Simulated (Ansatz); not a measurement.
A series in volume scale on CaPb₃

Results calculated with Ansatz 0.2.0, not measured. Free energy against uniform scaling of the volume at fixed shape and fractions; periodic cell, basis, potentials, k mesh and filling as listed.

The cell before it is scaled or strained (space group Pm-3m, No. 221):
```
CELL_PARAMETERS angstrom
4.89100 0.00000 0.00000
0.00000 4.89100 0.00000
0.00000 0.00000 4.89100
ATOMIC_POSITIONS crystal
Ca 0.00000 0.00000 0.00000
Pb 0.00000 0.50000 0.50000
Pb 0.50000 0.00000 0.50000
Pb 0.50000 0.50000 0.00000
```

Settings of every row: functional LDA; dispersion none; potentials PAW; wave cutoff 462.59 eV; density cutoff 1850.4 eV; k mesh 5x5x5; k shift 0x0x0; occupations cold; smearing width 0.1 eV; spin none.

Limits: coarse k mesh, up to 40 meV an atom off; no spin-orbit coupling, which can matter with elements this heavy.

| row | volume scale | V (Å³/atom) | energy above lowest point (meV/atom) | pressure (GPa) |
| --- | --- | --- | --- | --- |
| 1 | 0.88 | 25.74 | 27 | 4.5 |
| 2 | 0.92 | 26.91 | 4.4 | 1.76 |
| 3 | 0.96 | 28.08 | 0 | -0.46 |
| 4 | 1 | 29.25 | 10.1 | -2.22 |
| 5 | 1.04 | 30.42 | 31.5 | -3.6 |
| 6 | 1.08 | 31.591 | ? | ? |
| 7 | 1.12 | 32.761 | 99.4 | -5.54 |

Question: what energy above lowest point and pressure should row 6 give?

Worked fit of energy above lowest point. Take u = (V_r/V)^(2/3) − 1 with V_r = 28.665 Å³ an atom, which is twice the finite (Eulerian) strain; such expansions in the strain, on which the Birch-Murnaghan equation of state is built, carry the rest volume and the bulk modulus. The shown rows have u = 0.07439, 0.04302, 0.01384, -0.01338, -0.03884, -0.08519. Least squares give energy above lowest point = 3.46 − 374 × u + 9071 × u² + 2841 × u³ meV/atom; a parabola predicts inner rows, each left out in turn, worse (root mean square 0.46 against 0.036 meV/atom). All shown rows lie on it to the printed digit. Its lowest point lies at u = 0.0204, or V = 27.81 Å³ an atom, and the curvature there gives the bulk modulus at fixed shape and fractions, B = (4/9)(1 + u)² E″(u)/V = 49.3 GPa. The withheld row has u = -0.06274, so the fit gives 3.46 − 374 × (-0.06274) + 9071 × (-0.06274)² + 2841 × (-0.06274)³ = 61.9 meV/atom.

The calculation gave 62 meV/atom. The fit lies 0.1 meV/atom (0.1 % of the column's range) below it, one unit of the last digit.

Worked fit of pressure. Take u = (V_r/V)^(2/3) − 1 with V_r = 28.665 Å³ an atom, which is twice the finite (Eulerian) strain; such expansions in the strain, on which the Birch-Murnaghan equation of state is built, carry the rest volume and the bulk modulus. The shown rows have u = 0.07439, 0.04302, 0.01384, -0.01338, -0.03884, -0.08519. Least squares give pressure = −1.383 + 64.9 × u + 189.9 × u² GPa; a straight line predicts inner rows, each left out in turn, worse (root mean square 0.47 against 0.015 GPa). The rows lie off it by 0.00, 0.00, -0.01, 0.00, 0.02, -0.01. The pressure vanishes at u = 0.0201, or V = 27.82 Å³ an atom, and there the bulk modulus at fixed shape and fractions is B = −V dP/dV = (2/3)(1 + u) dP/du = 49.3 GPa. The withheld row has u = -0.06274, so the fit gives −1.383 + 64.9 × (-0.06274) + 189.9 × (-0.06274)² = -4.71 GPa.

The calculation gave -4.69 GPa. The fit lies 0.02 GPa (0.2 % of the column's range) below it; its largest miss of a shown row is 0.02 GPa.
